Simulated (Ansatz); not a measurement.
Appearance energy of a fragment ion: C2H6SiTe → [SiH3]+ + C2H3Te + e⁻

Species: C2H6SiTe `C=C[Te][SiH3]`, singlet; [SiH3]+ `[SiH3+]`, singlet; C2H3Te `C=C[Te]`, doublet. 

Shapes, held fixed at every level: PBE0-D4/def2-TZVP. Flexible molecules stand in one conformer, not always the lowest. Programs: Ansatz 0.2.0. Electronic energies: no zero-point or thermal term.

```csv
level,kind,ΔE (eV),CPU time (sum over the molecules)
HF/def2-SVP,Hartree–Fock,+9.32,–
PBE-D4/def2-TZVPP,GGA,+11.10,40 s
r2SCAN-D4/def2-TZVPP,meta-GGA,+11.07,84 s
B3LYP-D4/def2-TZVPP,global hybrid,+10.95,60 s
PBE0-D4/def2-TZVPP,global hybrid,+11.08,49 s
r2SCAN0-D4/def2-TZVPP,global hybrid,+11.03,84 s
wB97X-V/def2-TZVPP,range-separated hybrid,+10.94,2.2 min
B2PLYP/def2-TZVPP,double hybrid,+10.78,81 s
```

B2PLYP/def2-TZVPP gives ΔE = +10.78 eV; the levels span +9.32 to +11.10. The median of the levels is +10.99. No measured value is set beside it here. Spin contamination: C2H3Te (⟨S²⟩ up to 0.92). Open shells run unrestricted unless RO is named. For atoms past krypton def2 sets carry core potentials with scalar relativity. Correlated rows may include outer-core shells of Te, which these sets cover unevenly. The onset seen in experiment also holds zero-point changes and kinetic shifts. Times are processor times on shared x86 and Arm servers, and rough.

Apart from Hartree–Fock, the levels agree that releasing silylium costs roughly the same energy, from +10.78 eV with B2PLYP to +11.10 eV with PBE. The cost can be read as homolysis of the Si–Te bond followed by ionization of the silyl radical. The cation gains from planarization, which leaves an empty silicon 3p orbital, while the tellurium-centred radical can delocalize modestly into the vinyl π system.

Hartree–Fock falls far lower, at +9.32 eV, chiefly because it misses the correlation energy of the Si–Te bonding pair, which is lost when one electron leaves and the other stays on tellurium. Its smaller basis probably contributes too, so the gap is not a pure measure of correlation. Exact exchange matters little here: going from PBE to PBE0, or from r2SCAN to r2SCAN0, lowers the result only slightly.

The data do not show whether silicon is the preferred site of the charge, since the competing channel to [C2H3Te]+ and neutral SiH3 was not computed.
